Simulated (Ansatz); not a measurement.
**A van 't Hoff estimate for SiH3(CH3) + NH3 ⇌ SiH2(CH3)(NH2) + H2**

Species: SiH3(CH3), singlet; NH3 (ammonia) `N`, singlet; SiH2(CH3)(NH2), singlet; H2 (hydrogen), singlet. The partners trade H for NH2: Si–H and H–NH2 bonds give way to Si–NH2 and H–H.

The electronic reaction energy at CCSD(T)/CBS estimate is -25.7 kJ/mol. Shapes: PBE0-D4/def2-TZVP. Flexible molecules stand in one conformer, not always the lowest. Programs: Ansatz 0.2.0. Enthalpy and entropy come from rigid-rotor, harmonic-oscillator sums on unscaled PBE0-D4/def2-TZVP wavenumbers, ideal gases at 1 bar. Symmetry numbers: SiH3(CH3) 3, NH3 3, SiH2(CH3)(NH2) 1, H2 2. R = 8.3145 J/(mol K).

| T (K) | ΔH (kJ/mol) | ΔS (J/(mol K)) |
| --- | --- | --- |
| 800 | -29.6 | +5.4 |
| 1100 | -25.8 | +9.4 |
| 1400 | ? | ? |

Task: Work out ln K at 800 and 1100 K, and from these estimate it at 1400 K.

Result: 
1. 800 K: ΔG = -29.6 − 800 × (+5.4)/1000 = -33.9 kJ/mol; ln K = −ΔG/RT = +5.10.
2. 1100 K: ΔG = -25.8 − 1100 × (+9.4)/1000 = -36.1 kJ/mol; ln K = −ΔG/RT = +3.95.
3. Slope against 1000/T: (+3.95 − (+5.10))/(0.9091 − 1.2500) = +3.37, that is −ΔH/R with ΔH near -28 kJ/mol.
4. 1400 K: ln K = +5.10 + (+3.37) × (0.7143 − 1.2500) = +3.29.

The full sums give ΔH = -23.1 kJ/mol, ΔS = +11.7 J/(mol K), ΔG = -39.5 kJ/mol and ln K = +3.39 at 1400 K, so the line is off by -0.10 in ln K; without rounding the miss is -0.08, from the change of ΔH with temperature. The products are favoured over this whole range. An error of 10 kJ/mol in the energy moves ln K by 0.9 at 1400 K. Soft modes are treated as harmonic, which can err either way at these temperatures; the lowest are those of SiH3(CH3) (198 cm⁻¹), SiH2(CH3)(NH2) (145 cm⁻¹). Other conformers aren't counted. The CBS estimate extrapolates MP2 from def2-TZVPP and def2-QZVPP and adds CCSD(T) − MP2 in the triple-zeta set, cores frozen; for H2 it overshoots the exact energy by about 1 mEh.

The exchange is exothermic, so ln K falls from +5.10 at 800 K to +3.39 at 1400 K, even as ΔG grows more negative: what sets K is ΔG/T, and that shrinks in magnitude. The enthalpy gain probably reflects the strong, polar Si–N bond, which together with H–H outweighs the Si–H and N–H bonds given up.

Entropy plays a smaller part, as expected when two gas molecules become two. Its positive sign owes much to symmetry: the reactants' threefold axes are lost, and without the symmetry-number term ΔS would be negative at all three temperatures. ΔH becomes less negative on heating because the products have the larger heat capacity, probably because stiff N–H and Si–H motions are partly replaced by softer Si–N bending and torsion. The true van 't Hoff curve therefore flattens towards high temperature, and the straight line falls below it. A favourable K says nothing about the rate, nor about further amination or condensation to disilazanes.
